**Examination question: removing a d electron from the 3d trications**

The table gives the energy needed to take one electron from the free ion M$^{3+}$, for M = Ti to Cu, at two levels of multiconfigurational theory. The levels before and after are written $^{2S+1}L_J$, with total spin $S$, orbital angular momentum $L$ and total angular momentum $J$. $Z$ is the nuclear charge, and the starting ion has $n = Z - 21$ electrons in the 3d shell.

OpenMolcas 26.06, state-averaged CASSCF and SS-CASPT2 (IPEA shift 0.25 Ha, imaginary shift 0.1 Ha, 3s and 3p correlated), 3d active space, orbitals optimised for the ground spin, ANO-RCC-VDZP, DKH2, point nucleus. Ionisation energies of free M$^{3+}$ ions are between lowest computed levels, with spin-orbit coupling by RASSI; its share is the part it adds to the SS-CASPT2 value.

| element | Z | level before | level after | CASSCF (eV) | SS-CASPT2 (eV) | spin-orbit share (eV) |
| --- | --- | --- | --- | --- | --- | --- |
| Ti | 22 | 2D3/2 | 1S0 | 42.35 | 42.80 | 0.03 |
| V | 23 | 3F2 | 2D3/2 | 46.10 | 46.54 | 0.01 |
| Cr | 24 | 4F3/2 | 3F2 | 47.91 | 48.65 | -0.01 |
| Mn | 25 | 5D0 | 4F3/2 | 50.33 | 51.13 | -0.03 |
| Fe | 26 | 6S5/2 | 5D0 | 53.80 | 54.67 | -0.10 |
| Co | 27 | 5D4 | 6S5/2 | 49.38 | 50.97 | 0.08 |
| Ni | 28 | 4F9/2 | 5D4 | 53.05 | 55.01 | 0.04 |
| Cu | 29 | 3F4 | 4F9/2 | 55.38 | 57.70 | -0.02 |

(a) Describe the course of the ionisation energy along the row and account for its general direction.

(b) Using the energies of the ground terms of $d^n$, derive a model for the departures from a smooth course. Estimate the CASSCF value of Co from the rows Ti to Fe alone.

(c) Could spin-orbit coupling or electron correlation be the origin of the irregularities?

(d) Where should the largest irregularity lie for ionisation from charge +2 and from charge +4?

(e) Where does the model fail, and how far can each level of theory be trusted?

**Model answer**

*(a) The course of the series.* All rows are the same kind of process. The runs start from $3d^1$ (Ti) to $3d^8$ (Cu), remove one 3d electron and connect Hund ground levels, with Ti ending in the closed $3p^6$ core. Only d configurations were admitted, so the absence of 4s occupation is built in and was not found by the calculation.

SS-CASPT2 rises at every step but one. From Fe to Co it falls by 3.70 eV, which puts Co (50.97 eV) below Mn (51.13 eV). The rises come in two sizes: 3.5 to 4.0 eV for Ti-V, Mn-Fe and Co-Ni, and 2.1 to 2.7 eV for V-Cr, Cr-Mn and Ni-Cu. CASSCF has the same pattern.

The upward drift is ordinary incomplete screening. Each step adds a proton and a 3d electron, and an electron in the same shell lies inside another one only part of the time, so the effective charge $Z_\text{eff}$ felt by the departing electron grows. In a hydrogenic picture the binding goes as $Z_\text{eff}^2$, so the gain per element should itself be larger for more highly charged ions. The same runs bear this out: the fitted slope defined below is 2.6, 3.0 and 3.7 eV per element for ionisation from +2, +3 and +4.

*(b) The model.* The repulsion among d electrons is expressed by the Racah parameters $A$, $B$ and $C$. The ground terms have the energies

| $d^2$ | $d^3$ | $d^4$ | $d^5$ | $d^6$ | $d^7$ | $d^8$ |
|---|---|---|---|---|---|---|
| $A-8B$ | $3A-15B$ | $6A-21B$ | $10A-35B$ | $15A-35B+7C$ | $21A-43B+14C$ | $28A-50B+21C$ |

and these can be read in three parts.

First, the average pair with parallel spins. The triplets of $d^2$ are $^3F$ at $A-8B$ with weight 21 and $^3P$ at $A+7B$ with weight 9, so the mean is $A - 3.5B$. Ten such pairs give $10A-35B$, which is exactly $d^5$.

Second, the sixth electron. It must have the opposite spin, and the difference between $d^6$ and $d^5$ shows that it costs $5A+7C$ against the five majority electrons. Had it been able to join them in parallel it would have cost $5(A-3.5B)$. The excess is
$$P = 17.5B + 7C .$$
This electron has no exchange with the half-filled set and must share an orbital with one of its members. The seventh and eighth electrons pay the same $7C$ and recover exchange only among themselves, so the second half of the row repeats the first, lowered by $P$.

Third, the orbital part. In $d^1$, $d^4$, $d^5$ and $d^6$ there is only one term of highest spin, and pair counting is exact. In $d^2$, $d^3$, $d^7$ and $d^8$ there are two, F and P, and the F term lies $4.5B$ below the pair count (for $d^3$, $-15B$ against $-10.5B$). This is Hund's second rule: in the F term the electrons avoid each other better. An ionisation that loses this gain costs $4.5B$ more (V, Ni), one that ends in it costs $4.5B$ less (Mn), and one that has it on both sides (Cr, Cu) or on neither (Ti, Fe, Co) is unchanged.

Taking differences, with $B$ and $C$ held constant,
$$\mathrm{IE}(n) = a + s\,(n-1) - P\,\theta(n\ge 6) + 4.5B\,w(n),$$
where $\theta$ is 1 for $n \ge 6$ and 0 otherwise, and $w = 0, +1, 0, -1, 0, 0, +1, 0$ from Ti to Cu. The slope $s$ is the gain in attraction to the core less the repulsion $A-3.5B$ of one more parallel pair; the table fixes only the net value. The steps are then $s+4.5B$ for Ti-V, Mn-Fe and Co-Ni, $s-4.5B$ for V-Cr, Cr-Mn and Ni-Cu, and $s-P$ for Fe-Co, which is the sorting found in (a).

For the estimate, remove the spin-orbit share from CASSCF (the share is the same at both levels to about 0.001 eV in these runs). Ti becomes 42.32, V 46.09, Mn 50.36 and Fe 53.90 eV. Ti and Fe both have $w=0$, so $s = (53.90-42.32)/4 = 2.90$ eV. Mn minus V is $2s - 9B = 4.27$ eV, so $9B = 5.79-4.27 = 1.52$ eV and $B = 0.169$ eV. With the rough recalled ratio $C/B \approx 4$ for 3d ions, $P = 45.5B = 7.7$ eV, and Co is predicted at $53.90+2.90-7.7 = 49.1$ eV. The spin-free table value is $49.38-0.08 = 49.30$ eV, and Co was not used. The closeness should not be overrated, since $C/B = 3.5$ would give $P = 7.1$ eV and 49.7 eV. What the estimate does show is that the small wiggle of the first half and the large fall at Co are tied to one scale of d-d repulsion.

*(c) Spin-orbit coupling and correlation.* In first order a term splits as $\tfrac{\lambda}{2}[J(J+1)-L(L+1)-S(S+1)]$ with $\lambda = \pm\zeta/2S$, where $\zeta$ is the 3d coupling constant. The lowest level drops by $(L+1)\zeta/2$ below half filling and by $L\zeta/2$ above it, and $^6S$ does not move. In Fe only the final $^5D_0$ is lowered, by $1.5\zeta$, so the share is negative ($-0.10$ eV). In Co only the initial $^5D_4$ is lowered, by $\zeta$, so the share is positive ($+0.08$ eV). Coupling thus shrinks the fall from 3.88 to 3.70 eV and cannot be its cause. The signs come out right in all six rows where the first-order coefficient is not zero. For Cr and Cu the shifts cancel if $\zeta$ is the same in both ions; the small negative shares, at most 0.02 eV, have the sign that a larger $\zeta$ in the more contracted +4 ion would give.

Correlation does not make the fall either. Each of these ground terms occurs once in its configuration, so the d-only CASSCF has almost nothing to mix and is close to Hartree-Fock, yet it falls by 4.42 eV. The perturbation correction softens the fall. It is 0.44 to 0.87 eV from Ti to Fe and jumps to 1.59 eV at Co. It is positive because the ion with one more electron has more correlation energy to lose. The jump has a standard explanation, which the table supports in position and sign without resolving it into pairs: parallel electrons are already kept apart by antisymmetry, whereas the electron removed from Co, Ni or Cu has five partners of opposite spin, for which Hartree-Fock overestimates the repulsion.

*(d) Other charges.* The break belongs to $d^6 \to d^5$, whatever the element. From charge +2 the $d^6$ ion is Fe, from +4 it is Ni. The same SS-CASPT2 runs give a fall of 3.52 eV from Mn to Fe in the first ladder and 4.55 eV from Co to Ni in the second. The orbital pattern moves along too: in each ladder, and within each half of the shell, the steps $d^1$-$d^2$, $d^4$-$d^5$ and $d^6$-$d^7$ are larger than the others.

*(e) Performance and failures.* The model was fitted to all eight spin-free rows of CASSCF, SS-CASPT2 and the NIST reference values attached to the runs, adding one term at a time; the printed analysis after this text has the residuals. A straight line leaves 1.6 to 1.8 eV rms, the step brings this to about 0.4 eV, and the orbital term to 0.12, 0.19 and 0.10 eV in that order. These remain ten or more times the 0.01 eV to which differences are rounded. Four parameters on eight points is a mild demand, so a fit to Ti-Fe alone is more telling. It predicts the reference steps Co-Ni and Ni-Cu as 3.62 and 2.27 eV against 3.69 and 2.52 eV, though the references for Co, Ni and Cu are semi-empirical and may rest on similar regularities. For SS-CASPT2 the same test does worse, with 3.68 and 2.32 eV against 4.08 and 2.75 eV.

Cr is the worst CASSCF row, 0.20 eV below the fit. The model makes V-Cr and Cr-Mn equal, while CASSCF gives 1.81 and 2.42 eV. A natural guess is that $B$ is larger in the final ion, which lowers rows with the F-term gain on both sides. The evidence is against this as a general cause. Cu is such a row and lies above the fit, and in the +4 ladder the two corresponding steps come in the opposite order (3.37 and 2.97 eV). The reference also reverses them, but its Cr and Mn values are semi-empirical. A better clue is the removal of a single d electron, where there is no d-d repulsion at all. There CASSCF lies 0.84 eV below the measured value for Cr$^{5+}$, but only 0.62 eV for V$^{4+}$ and 0.54 eV for Mn$^{6+}$. Cr thus seems to be low for a reason of its own, probably a less suitable set of d functions, and the asymmetry need not be a failure of the Racah model.

SS-CASPT2 fails the model in the second half, with Co 0.31 eV below and Cu 0.36 eV above the fit. Its correction grows by 0.37 eV per element there against 0.12 eV from Ti to Fe. Part of this may be an error of the method. CASSCF lies below the reference by a nearly constant 1.87 to 2.00 eV for Co, Ni and Cu, while the correction climbs from 1.59 to 2.32 eV, so that the SS-CASPT2 error relative to the reference drifts from $-0.30$ to $+0.32$ eV. Those three references are semi-empirical, but the +2 ladder shows the same overshoot against measured values: 36.09 against 35.19 eV for Ni and 38.06 against 36.84 eV for Cu.

Over the row, CASSCF is too low in every case, by 1.32 eV on average, and SS-CASPT2 is off by 0.27 eV on average and 0.51 eV at worst (Cr). Only the Ti, V and Fe references are measured; there the errors are $-0.47$, $-0.17$ and $-0.24$ eV. A 5s4p2d1f basis is small for correlating 3s, 3p and 3d, so the agreement within 0.1 eV at Mn and Ni may be a cancellation of errors. The fall at Co is several times larger than any of the SS-CASPT2 errors. The order of Fe and Ni is not settled: CASSCF puts Fe higher, SS-CASPT2 puts Ni higher, and the references are 54.91 and 54.92 eV.

**Remarks on the reasoning**

The phrase "stable half-filled shell" earns little credit by itself. With $w=0$, Fe lies on the line through Ti and Cr in the model and is not anomalously hard to ionise; its step from Mn looks large because Mn is lowered by $4.5B$. What changes at $d^6$ is the spin of the departing electron, and the whole second half is displaced, not Co alone.

The good fit to CASSCF is not independent evidence. A single d shell at Hartree-Fock level obeys the Racah algebra by construction, and the fit checks little more than the constancy of $s$, $B$ and $C$. The fit to the reference adds less than it seems to, since five of its eight values are semi-empirical, and the shift of the break with charge is largely built into a d-only calculation. Measured values carry more weight. The cleanest case is Mn to Fe from charge +2, where both references are measured and fall from 33.67 to 30.65 eV, that is by about 3.0 eV, half an electronvolt less than SS-CASPT2 gives.

The fitted constants are effective ones. $P$ trades against $s$, and $B$ from the three ladders (0.13, 0.16, 0.14 eV) does not even rise steadily with charge as a contracting shell would demand. The implied $C/B$ of 3.4 to 3.9 is plausible and no more. That $P$ drops from 7.5 eV in CASSCF to 6.8 eV in SS-CASPT2 restates the jump in the correction at Co.

To guess a neighbouring series, count the d electrons before and after, subtract $P$ once the departing electron has minority spin, and add or subtract $4.5B$ according to which side holds an F term. What the table leaves open is the second half: does the correlation lost on ionisation really grow by almost 0.4 eV per element from Co to Cu, or is that growth produced by second-order theory built on a single d shell in a small basis? The runs do not decide it. From charge +2, the shortfall of CASSCF against the measured values for Fe, Ni and Cu shrinks along the row while the SS-CASPT2 correction grows, which seems to favour the second answer. But the shortfall measures lost correlation only if the basis describes both ions equally well, and for ionisation of Fe$^{6+}$ CASSCF even lies above the measured value (125.44 against 124.97 eV). Two contracted d functions probably cannot follow the shrinking shell, so the test to make is a repeat with a larger d basis.

Printed output of the fit:

```
eV; rounding floor 0.005 per entry, 0.01 per difference
el n w pt2-cas ref(kind) cas-ref pt2-ref so Lande_coef(zeta)
Ti 1 +0 0.45 43.27(m) -0.92 -0.47 +0.03 +1.5
V 2 +1 0.44 46.71(m) -0.61 -0.17 +0.01 +0.5
Cr 3 +0 0.74 49.16(s) -1.25 -0.51 -0.01 +0.0
Mn 4 -1 0.80 51.21(s) -0.88 -0.08 -0.03 -0.5
Fe 5 +0 0.87 54.91(m) -1.11 -0.24 -0.10 -1.5
Co 6 +0 1.59 51.27(s) -1.89 -0.30 +0.08 +1.0
Ni 7 +1 1.96 54.92(s) -1.87 +0.09 +0.04 +0.5
Cu 8 +0 2.32 57.38(s) -2.00 +0.32 -0.02 +0.0
mean abs error vs ref: cas 1.32 pt2 0.27; max cas 2.00 pt2 0.51
steps: Ti-V V-Cr Cr-Mn Mn-Fe Fe-Co Co-Ni Ni-Cu
 cas      +3.75 +1.81 +2.42 +3.47 -4.42 +3.67 +2.33
 pt2      +3.74 +2.11 +2.48 +3.54 -3.70 +4.04 +2.69
 ref      +3.44 +2.45 +2.05 +3.70 -3.64 +3.65 +2.46
 pt2-so   +3.76 +2.13 +2.50 +3.61 -3.88 +4.08 +2.75
 pt2-cas  -0.01 +0.30 +0.06 +0.07 +0.72 +0.37 +0.36
 so       -0.02 -0.02 -0.02 -0.07 +0.18 -0.04 -0.06
cas-so: rms line 1.79, +step 0.42, +orbital 0.12; worst Cr -0.20
  a 42.28 s 2.92 P 7.48 4.5B 0.75 B 0.167 eV (1351 cm-1) P/5 1.50 implied C/B 3.9
  residuals Ti..Cu +0.04 +0.14 -0.20 +0.08 -0.06 -0.10 -0.06 +0.16
  fit Ti-Fe only: Co-Ni pred 3.65 got 3.71; Ni-Cu pred 2.14 got 2.39
pt2-so: rms line 1.63, +step 0.44, +orbital 0.19; worst Cu +0.36
  a 42.62 s 3.08 P 6.81 4.5B 0.74 B 0.164 eV (1324 cm-1) P/5 1.36 implied C/B 3.4
  residuals Ti..Cu +0.15 +0.09 -0.12 +0.04 -0.16 -0.31 -0.05 +0.36
  fit Ti-Fe only: Co-Ni pred 3.68 got 4.08; Ni-Cu pred 2.32 got 2.75
ref-so: rms line 1.60, +step 0.38, +orbital 0.10; worst Cu +0.16
  a 43.13 s 2.97 P 6.68 4.5B 0.67 B 0.149 eV (1202 cm-1) P/5 1.34 implied C/B 3.9
  residuals Ti..Cu +0.11 -0.07 +0.10 -0.13 -0.00 -0.11 -0.06 +0.16
  fit Ti-Fe only: Co-Ni pred 3.62 got 3.69; Ni-Cu pred 2.27 got 2.52
PT2+SO ladders, same model (SO not removed):
 +2 fall Mn(d5)-Fe(d6) -3.52; s 2.62 P 6.14 B 0.134 rms 0.24 max 0.38
    steps +1.80 +2.02 +2.79 -3.52 +3.57 +2.27 +1.97
 +3 fall Fe(d5)-Co(d6) -3.70; s 3.04 P 6.61 B 0.162 rms 0.19 max 0.34
    steps +3.74 +2.11 +2.48 +3.54 -3.70 +4.04 +2.69
 +4 fall Co(d5)-Ni(d6) -4.55; s 3.68 P 8.14 B 0.142 rms 0.17 max 0.25
    steps +4.06 +3.37 +2.97 +4.09 -4.55 +4.82
pt2-cas slope per element: Ti-Fe 0.12, Co-Cu 0.37; jump Fe-Co 0.72
implied zeta (first order, cm-1): Ti 161+-27, Fe 538+-27, Co 645+-40
SO change Fe-Co +0.18 = 4.9 % of PT2 fall
```
